## Question

The table gives u(r) = r·R(r), with R the radial function, for the 5p level of a spherical zirconium ion of charge +1.5 (scalar-relativistic PBEsol). The level is empty but bound, at −8.83 eV. The all-electron wave is the solution in the full potential. The pseudo wave is its smooth stand-in in a PAW dataset that also keeps 4p in the valence. The two are matched at r_c = 2.85 bohr.

Calculated values. Radial waves u(r) = r R(r) of the 5p shell of Zr, from a PAW dataset made with atompaw 4.2.0.5 (PBEsol, scalar-relativistic). The reference configuration is 4s2 4p6 4d2 5s0.5 5p0 (charge +1.5) above an [Ar] 3d10 core. The polynomial pseudo wave is matched to the all-electron wave at 2.85 bohr, and the two have the same sign outside this radius.

```csv
radius (bohr),all-electron wave (bohr^(-1/2)),pseudo wave (bohr^(-1/2))
0.219,0.0809,-0.0039
0.438,0.1120,-0.0140
0.658,-0.1093,-0.0251
0.877,-0.2522,-0.0303
1.096,-0.2689,-0.0220
1.315,-0.1965,0.0054
1.535,-0.0789,0.0550
1.754,0.0516,0.1246
1.973,0.1771,0.2084
2.192,0.2878,0.2974
2.412,0.3802,0.3819
2.631,0.4525,0.4526
2.850,0.5059,0.5059
```

(a) Account for the shape of the all-electron wave from the limits of small and large radius.

(b) Explain how the difference, pseudo minus all-electron, runs with radius, the first two rows included.

(c) In the same run the all-electron 4p wave is 0.3161, 0.2361 and 0.1746 at the last three radii, and 4p lies 1.251 hartree below 5p. The pseudo 4p wave has no node and equals the all-electron one at these radii. Estimate the 4p–5p overlap out to 2.631 bohr, and decide whether the sign change of the pseudo wave serves orthogonality to the pseudo 4p.

(d) Say what agreement at r_c establishes.

## Model answer

(a) A 5p wave has n − l − 1 = 3 radial nodes. The table shows two sign changes, near 0.55 and 1.67 bohr by linear interpolation. The counting rule puts the third inside the first row, where the grid cannot show it.

Both 4p (u₄) and 5p (u₅) obey u″ = 2(V − E)u in the same potential V, centrifugal term included. Near the nucleus the terms in V are far larger than the gap ΔE = E₅ − E₄, so the two equations are nearly the same and 5p is a scaled copy of 4p. The run shows this: u₅/u₄ stays between −0.31 and −0.39 in the first four rows. Far out, E decides. 4p decays while 5p, much less bound, still rises at r_c.

Subtracting the two equations links these limits. With W = u₄u₅′ − u₅u₄′,

W(r) = −2ΔE ∫₀ʳ u₄u₅ dr, and (u₅/u₄)′ = W/u₄².

The inner copy has the opposite sign, so the integral starts out negative. Beyond the outer 5p node it climbs back, but it reaches zero only at infinity, because the two waves are orthogonal. W is therefore positive at every finite radius, and the ratio must rise everywhere between nodes of 4p. It does rise from row to row up to +2.90, passing through zero at the outer node. The one exception is the drop from −0.308 to −0.386 between 0.438 and 0.658. There u₄ vanishes, and the ratio climbs through zero to a pole and returns from below. The 5p node therefore lies just inside the 4p node; interpolation gives 0.55 against 0.56, too coarse to carry the point alone.

(b) The pseudo wave is built as r² times a smooth polynomial joined to the all-electron wave at r_c, and each end fixes a limit. For r → 0 it vanishes as r^(l+1) = r². The first two rows give a power of 1.84, and u/r² varies smoothly from −0.081. Whatever the all-electron wave does there appears in the difference with its sign reversed and its size little changed. At 0.219 and 0.438 the all-electron wave is in a positive lobe, so the difference is negative. Beyond the 0.55 node that wave turns negative, and the difference turns positive and peaks at 0.247 at 1.096 bohr, the deepest sampled point of the lobe. The two irregular rows are the core oscillation that the construction removes.

For r → r_c, matching the value and n derivatives leaves a difference of order (r_c − r)^(n+1). The local exponent climbs from 3.3 to about 4.25 as r_c is approached, so the curves part late: 0.0096 at 2.192, 0.073 at 1.754. The 0.0001 at 2.631 is rounding-sized, and since the exponent is still rising the rows cannot tell fourth from fifth order. This describes the construction and does not test it. The radius that counts is the wave's own: 4p, matched at 1.7, agrees from 1.754 on, and 5s, matched at 2.25, from 2.192.

The gain is smoothness, with a steepest slope between rows of 0.41 against 1.01. The norm is not kept. Out to r_c it is about 0.14 against 0.18, a deficit of 22 % of the all-electron value. All of it arises inside 1.535 bohr, and the outer part gives a little back. PAW requires no equal norm, because its augmentation terms add the all-electron minus pseudo partial waves back.

(c) Central differences over 0.438 bohr give u₅′ = (0.5059 − 0.3802)/0.438 = 0.2870 and u₄′ = (0.1746 − 0.3161)/0.438 = −0.3231. Then W = 0.2361 × 0.2870 + 0.4525 × 0.3231 = 0.2139, and the overlap is −0.2139/(2 × 1.251) ≈ −0.085. Nothing is fitted here or elsewhere. Direct integration over the rows gives −0.080 by the trapezoid rule, 6 % smaller in size than the estimate, and −0.076 by Simpson's rule. The grid undersamples the inner lobes, and the identity is non-relativistic while the waves are not.

Out to r_c the all-electron overlap is −0.059, which the positive tail beyond r_c must cancel. The pseudo waves share that tail, yet their overlap inside r_c is +0.127, so their plain overlap over all space is about 0.127 + 0.059 = 0.186. The negative pseudo lobe contributes −0.014, where the all-electron region inside the outer node contributes −0.171. The numbers thus refute plain orthogonality as the job of the pseudo node. Orthogonality holds only with the PAW overlap operator, whose augmentation term supplies the −0.186.

The node is no sign of a ghost either. No bound ghost was found, and one node suits a second p state above a nodeless pseudo 4p.

(d) Agreement at r_c is imposed, at one energy. Transferability is read from the p scattering phase of the same run. Its error is −0.0002 rad at −0.76 Ry, next to the 5p level at −0.649 Ry, but −0.04 rad at 0.2 Ry, −0.25 at 2.6 and −2.59 at 3.56, reaching −0.90 π at 4.52 Ry. An error approaching π in size means that the p phase of the pseudo atom takes a further step near 3 to 3.5 Ry which the all-electron phase has not yet taken. The scan ends at 5 Ry, too early to tell a displaced step from an extra one, and a search for bound ghosts does not see either. Nor do these errors show what a tuned zirconium dataset would reach: the settings here were drawn at random, in a series where many potentials are poor on purpose. An atomic test of this kind is only an indicator for a solid: it neither gives the error there nor sets a limit to it, since overlapping spheres, an incomplete set of partial waves and a changed potential can add errors that the phases of one atom do not show.

## Remarks on the reasoning

One slip to avoid is to carry the all-electron rule, that nodes enforce orthogonality, over to the pseudo waves. The node theorem belongs to a local potential with a plain overlap, and PAW has neither. The agreement in (c) follows from the radial equation that produced both waves, so it checks the grid and the reading of signs and is no independent test of the physics.

Why the lobe is so shallow can be argued from limits of r_c. A matching radius inside the outer node would keep that node exactly and force a negative lobe. A radius far outside should leave the polynomial free to fall to zero with a faint lobe or none, though no such dataset was generated here. The 5p wave is matched 1.18 bohr beyond its node, which moves in by 0.40 bohr to 1.27, and the lobe keeps 0.11 of its depth. The 5s wave is matched 0.79 bohr beyond its node, which moves by 0.04 bohr, and it keeps 0.93. The order fits the argument, but an s wave starts as r and fills the inner region more readily than r², so the share of each cause is untested.

For neighbouring cases, a dataset with 4p frozen in the core would normally give 5p a nodeless pseudo wave, as 4p has here. In neutral zirconium 5p would be less bound and more diffuse, with smaller inner lobes at nearly the same inner nodes, since those are set where V dominates. Spin-orbit coupling, left out of a scalar-relativistic run, would split the curve into 5p₁/₂ and 5p₃/₂. The row-by-row differences and integrals are in the output below.

Numerical output:

```
AE = all-electron, PS = pseudo; rounding of a difference up to 0.0001 bohr^-1/2
r[bohr]  PS-AE 5p  PS/r^2  AE5p/AE4p  PS-AE 4p  PS-AE 5s
0.219  -0.0848  -0.0813  -0.336  +0.3288  -0.2013
0.438  -0.1260  -0.0730  -0.308  +0.6813  -0.3740
0.658  +0.0842  -0.0580  -0.386  +0.3199  -0.1268
0.877  +0.2219  -0.0394  -0.329  +0.0735  +0.0365
1.096  +0.2469  -0.0183  -0.282  +0.0016  +0.0713
1.315  +0.2019  +0.0031  -0.209  -0.0024  +0.0478
1.535  +0.1339  +0.0233  -0.095  -0.0001  +0.0193
1.754  +0.0730  +0.0405  +0.076  +0.0000  +0.0044
1.973  +0.0313  +0.0535  +0.327  +0.0000  +0.0003
2.192  +0.0096  +0.0619  +0.689  +0.0000  +0.0000
2.412  +0.0017  +0.0656  +1.203  +0.0000  +0.0000
2.631  +0.0001  +0.0654  +1.917  +0.0000  +0.0000
2.850  +0.0000  +0.0623  +2.897  +0.0000  +0.0000
largest difference 0.2469 at 1.096 bohr
nodes by linear interpolation [bohr]; n-l-1 = 3 for 5p
  5p AE 0.55, 1.67; 5p PS 1.27; 4p AE 0.56; 4p PS count 0
  5s AE 0.54, 1.46; 5s PS 1.41
outer node shift PS-AE: 5p -0.40, 5s -0.04 bohr
matching radius minus AE outer node: 5p 1.18, 5s 0.79 bohr
deepest sampled lobe PS/AE: 5p 0.11, 5s 0.93
steepest slope between rows: AE 1.01, PS 0.41 bohr^-3/2, ratio 2.5
PS power of r, first two rows: 1.84 (l+1 = 2)
local exponent of PS-AE in (2.85 - r), with range from rounding
  1.535-1.754: 3.33 (3.32 to 3.34)
  1.754-1.973: 3.80 (3.78 to 3.82)
  1.973-2.192: 4.11 (4.07 to 4.16)
  2.192-2.412: 4.25 (4.09 to 4.43)
norm to 2.85, trapezoid: AE 0.177, PS 0.138, deficit 0.038 (22 % of AE)
norm to 2.85, Simpson: AE 0.175, PS 0.137
  part to 1.535: AE 0.046, PS 0.001; beyond it: AE 0.131, PS 0.138
grid check, 4p norm to 2.85: AE 0.974, PS 1.044
levels: 5p -0.649 Ry, 4p -3.152 Ry, gap 1.251 hartree
AE 4p-5p overlap to 2.631: Wronskian -0.085, trapezoid -0.080 (+6 %), Simpson -0.076
4p-5p overlap to 2.85: AE -0.059, PS +0.127, AE-PS -0.186
  part inside the outer 5p node: AE -0.171, PS -0.014, ratio 0.08
p phase error / pi at E [Ry] = -0.76, -0.28, 0.20, 1.16, 2.60, 3.08, 3.56, 4.52, 5.00
  -0.0001, -0.0024, -0.0129, -0.0169, -0.0788, -0.3294, -0.8250, -0.8997, -0.8838
```
